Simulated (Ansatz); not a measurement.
# From the elastic tensor of WC to moduli and sound speeds

Theory: Ansatz 0.2.0, DFT PBEsol, scalar-relativistic, plane waves, PAW. Plane waves to 420 eV; Γ-centred k mesh 18×18×14; Fermi-Dirac smearing of 0.15 eV. No spin polarisation.

It takes space group P-6m2 (No. 187, hexagonal). The conventional cell has a = 2.899 Å, b = 2.899 Å, c = 2.827 Å, α = 90.00°, β = 90.00°, γ = 120.00°. Around W (site symmetry -6m2) lie 6 C at 2.19 Å. C (site symmetry -6m2) is surrounded by 6 W at 2.19 Å.

In a metal, frequencies and elastic constants depend on the k mesh and the smearing, soft modes and shear constants most. Spin–orbit coupling is left out, which can shift energies with elements as heavy as these.

Relaxed-ion constants (GPa, on the Cartesian axes of the calculation):
```
735.5 241.4 186.6   0.0   0.0   0.0
241.4 735.5 186.6   0.0   0.0   0.0
186.6 186.6 987.8   0.0   0.0   0.0
  0.0   0.0   0.0 318.9   0.0   0.0
  0.0   0.0   0.0   0.0 318.9   0.0
  0.0   0.0   0.0   0.0   0.0 247.1
```

Density 15.804 g/cm³; 2 atoms in 20.58 Å³.

The values that follow are for a polycrystal of randomly turned grains, by Hill's mean where one number stands.

```
Bulk modulus, Voigt / Reuss / Hill          : 409.8 / 405.8 / 407.8 GPa
Shear modulus, Voigt / Reuss / Hill         : 299.9 / 292.2 / 296.1 GPa
Young's modulus                             : 715 GPa
Poisson ratio                               : 0.208
Pugh ratio B/G                              : 1.38 (under 1.75, the rule of thumb for brittle)
Universal anisotropy index                  : 0.14
Longitudinal and transverse sound speeds    : 7126 and 4328 m/s
Debye temperature from the mean sound speed : 655 K
```

Cost: 1 run of about 7.7 core-minutes, on Intel Xeon 6975P-C (Granite Rapids) (shared hosts).

WC comes out extremely stiff in both compression and shear, with Hill moduli of 407.8 and 296.1 GPa. The shear resistance is the more telling of the two, since a dense electron gas can resist compression but directional bonds are needed to resist a change of shape. Those bonds come from W 5d–C 2p hybridisation, whose bonding states are largely filled in WC. In line with this, C13 lies well below C44, a negative Cauchy pressure that points to strong angular forces.

The crystal is stiffest along c, with C33 at 987.8 GPa against 735.5 GPa for C11. The W–C bonds of the trigonal prisms probably account for much of this, because axial strain stretches them more effectively than strain along a single basal direction; the shorter W–W repeat along c may add to it. The light carbon and stiff bonds keep the Debye temperature high despite the heavy metal. These constants support mechanical stability against small homogeneous strains, but they don't determine hardness or fracture toughness, which also depend on dislocations, cracks and, in cemented carbides, the binder.
